**Why does only one of two almost equally strong absorption peaks reverse the real part of copper's dielectric function?**

I am looking at the calculated dielectric function of a tetragonal form of copper. For a metal I expected the real part to start deeply negative, climb with photon energy and cross zero once. It does climb, in both crystal directions, until just before 5 eV. Then it turns round, falls below zero again, and recovers only from about 6 eV.

There is an absorption peak at 5.3 eV in the imaginary part, so I would like to blame that. But there is another peak at 2.3 eV, slightly higher still, and the real part climbs straight past it. Is the reversal a numerical fault, or do the two peaks differ in some way that I can't see?

Dielectric function of tetragonal Cu (I4/mmm, conventional a = 2.856 Å, c = 2.683 Å), calculated with Ansatz 0.2.0 (LDA, plane-wave PAW, scalar-relativistic). The response is that of independent particles without local fields, with an undamped Drude term in the real part; optics k mesh 34×34×34, Gaussian broadening 0.1 eV, Fermi-Dirac smearing 0.15 eV.

```csv
photon energy (eV),dielectric imaginary xx,dielectric imaginary zz,dielectric real xx,dielectric real zz
0.1,0,0.01,-8670,-8790
0.3,0.01,0.02,-955,-969
0.5,0.03,0.03,-338,-343
0.7,0.11,0.07,-168,-171
0.9,0.29,0.18,-97.3,-99.2
1.1,0.71,0.49,-61.1,-62.6
1.3,1.64,1.25,-39.9,-41.2
1.5,3.20,2.64,-26.7,-27.6
1.7,5.08,4.49,-18.5,-19.1
1.9,6.67,6.18,-13.7,-14.1
2.1,7.54,7.08,-11.0,-11.3
2.3,7.61,7.13,-9.36,-9.52
2.5,7.17,6.81,-8.06,-8.04
2.7,6.61,6.42,-6.84,-6.81
2.9,6.11,5.99,-5.75,-5.76
3.1,5.67,5.58,-4.78,-4.81
3.3,5.31,5.27,-3.91,-3.96
3.5,5.04,5.05,-3.16,-3.27
3.7,4.79,4.83,-2.52,-2.74
3.9,4.54,4.54,-1.92,-2.29
4.1,4.34,4.18,-1.29,-1.81
4.3,4.29,3.82,-0.64,-1.23
4.5,4.37,3.51,-0.06,-0.44
4.7,4.55,3.53,0.60,0.68
4.9,5.35,4.52,1.27,1.82
5.1,6.60,6.13,0.90,1.68
5.3,7.03,6.96,-0.28,0.52
5.5,6.59,6.92,-1.34,-0.75
5.7,5.72,6.05,-1.88,-1.74
5.9,4.97,5.10,-1.91,-1.89
6.1,4.38,4.41,-1.82,-1.80
6.3,3.87,3.84,-1.65,-1.58
6.5,3.45,3.46,-1.37,-1.26
6.7,3.16,3.20,-1.06,-1.00
6.9,2.94,2.98,-0.74,-0.74
7.1,2.85,2.82,-0.38,-0.44
7.3,2.92,2.75,-0.12,-0.17
7.5,2.96,2.75,0.03,0.08
7.7,3.03,2.79,0.15,0.25
7.9,3.15,2.86,0.18,0.41
```

**Answer**

The two peaks act on the real part in the same way. What differs is the background on which they act. Near 2 eV the free electrons make the real part rise so steeply that the effect of the first peak is buried. Near 5 eV that rise has almost died out, and a similar effect turns the curve round.

Take the free electrons first. They have no restoring force, so in a rapidly oscillating field they are displaced against the force that drives them, and their contribution to the real part is negative. The faster the field oscillates, the less they can follow. This is the Drude term,

$$\varepsilon_1^{\text{free}}(E) = -\frac{P}{E^2},$$

where $\varepsilon_1$ is the real part, $E$ the photon energy and $P$ the squared plasma energy, a measure of how strongly the free carriers respond. For the xx direction the same calculation gives $P = 86.8$ eV². This term alone can only rise with energy, and it is the smooth curve against which the reversal can be measured.

The other contribution comes from electrons lifted from one band to another, and it behaves like a set of driven springs. Below its resonance a spring follows the field and adds to the real part. Above the resonance it lags by half a cycle and subtracts. The real part of this interband response must therefore fall as the photon energy passes through a strong absorption band. The Kramers-Kronig relation states the same link exactly, for any shape of band.

So at each absorption peak there is a contest between a free-electron rise and an interband fall. Follow it in the row at 2.1 eV, on the way up to the first peak. Between 1.9 and 2.1 eV the xx free-electron term rises by 4.4, while the interband part falls by 1.7. The rise wins easily, and the table shows only a real part that climbs somewhat more slowly than free electrons alone would make it.

Now do the same for the row at 5.3 eV, at the top of the second peak. Over the step from 5.1 eV the interband part falls by 1.4, nearly as much as before. The free-electron term rises by only 0.25. This time the fall wins, and the real part drops from 0.90 to −0.28.

Over the whole reversal, from 4.9 to 5.9 eV, free electrons alone would have raised the xx value by 1.1. Instead it drops by 3.2, so the break measured against the smooth curve is 4.3. The surprise is at the first peak, where the interband part falls by 8.1 between 1.5 and 3.9 eV. That fall is spread over a wider range, 2.4 eV against 1 eV, but its steepest step is also the steeper one, 1.7 against 1.4. The larger of the two falls is thus the one that can't be seen in the table.

The formula also tells roughly where such a fall becomes visible. The slope of the free-electron term is $2P/E^3$, so it weakens with the cube of the photon energy. The steepest interband fall at the second peak is 1.427 over a step of 0.2 eV, or about 7.1 per eV. Setting the two slopes equal gives

$$E = \left(\frac{2P}{7.1\ \text{eV}^{-1}}\right)^{1/3} = \left(\frac{2 \times 86.8}{7.1}\right)^{1/3}\text{eV} \approx 2.9\ \text{eV}.$$

An absorption band as steep as this one is hidden if it lies well below about 3 eV, and reverses the real part if it lies well above. The two peaks sit on opposite sides of that mark. Because the steepness was read from the second peak, the estimate explains that reversal but doesn't predict it independently. A broader or weaker band would have to lie higher to show.

The separation into two parts is bookkeeping, since the program itself added the free-electron term to the interband response. It can't prove that the Drude picture is right for copper. What it does show is how much each part changes in this calculation: the free-electron change is the larger one at the first peak, the interband change at the second. The zz direction gives the same result, as expected in a cell whose edges a and c differ by only about 6 %. The printed analysis below gives the sizes for both. The reversal is far too large to be numerical noise, although its last step in xx, from 5.7 to 5.9 eV, is too small to count. The run does carry a warning that this metal is sensitive to the k mesh, but its own error estimates are near one per cent: 0.7 % for the imaginary part and 1.1 % for the static interband real part.

Which electrons are involved is less certain than how they act. In copper the first strong absorption is known to come from the filled d bands, whose electrons are lifted to empty states just above the Fermi level. The output doesn't resolve the absorption by band, so it neither confirms this for the tetragonal cell nor identifies the transitions behind the second peak. Assignments made for ordinary face-centred cubic copper shouldn't simply be carried over to this cell, which is a slightly flattened body-centred cubic one and whose stability was not tested.

The functional matters here too. LDA places copper's d bands too close to the Fermi level, so the first absorption starts at too low an energy. If the first peak comes from the d bands here too, a correction would push it up towards the 3 eV mark, where the free-electron rise hides its effect less well. How far the peak would move in this cell was not calculated. The smearing works in the same direction. Transitions that end at the Fermi level are spread out by the Fermi-Dirac occupations, and 0.15 eV corresponds to a temperature far above room temperature. With sharper occupations such an edge, and the interband fall that goes with it, is expected to be steeper than here. The hiding of the first fall is therefore clear in these numbers but less secure for a real sample. The LDA run also used PAW datasets made for another functional, PBE, and the effect of that mismatch on the peaks was not tested.

The reversal also carries a practical warning for anyone who looks for plasmons in such data. A zero of the real part can be taken for the sign of a plasma oscillation, in which the electrons swing collectively. That reading needs weak absorption at the same energy. Here the xx real part first crosses zero near 4.5 eV, where the imaginary part is still about 4.4. Any collective motion there would be strongly damped, and the crossing should not be taken for a sharp plasmon.

Silver makes a useful comparison. Its d bands lie deeper, and its main absorption edge is found near 4 eV, above the mark estimated here. Its free-electron response is of similar strength, so the same argument suggests that even the first edge should leave an open mark on the real part, provided that the absorption sets in as steeply. This table can't test that. For any metal, though, the question to ask is the same: at the energy of the absorption band, how steep is the free-electron rise that the band has to overcome?

Output of the analysis:

```
number of steps in which the real part falls, xx: 5
number of steps in which the real part falls, zz: 5
second absorption peak over first, xx: 0.9238
change of real part from 4.9 to 5.9 eV, xx: -3.18
Drude share of that change, xx: 1.121
interband share of that change, xx: -4.301
interband change from 4.9 to 5.9 eV, zz: -4.846
change of real part from 1.5 to 3.9 eV, xx: 24.78
Drude share of that change from 1.5 to 3.9 eV, xx: 32.87
interband share of that change from 1.5 to 3.9 eV, xx: -8.085
interband change from 1.5 to 3.9 eV, zz: -7.995
steepest interband fall in one 0.2 eV step, first band, xx: 1.661
steepest interband fall in one 0.2 eV step, second band, xx: 1.427
Drude rise from 1.9 to 2.1 eV, xx: 4.361
Drude rise from 5.1 to 5.3 eV, xx: 0.2471
largest interband fall over Drude rise in one step, first band, xx: 0.499
largest interband fall over Drude rise in one step, second band, xx: 5.805
largest interband fall over Drude rise in one step, first band, zz: 0.4634
largest interband fall over Drude rise in one step, second band, zz: 6.681
energy in eV above which the second band's steepest fall beats the Drude rise, xx: 2.897
```
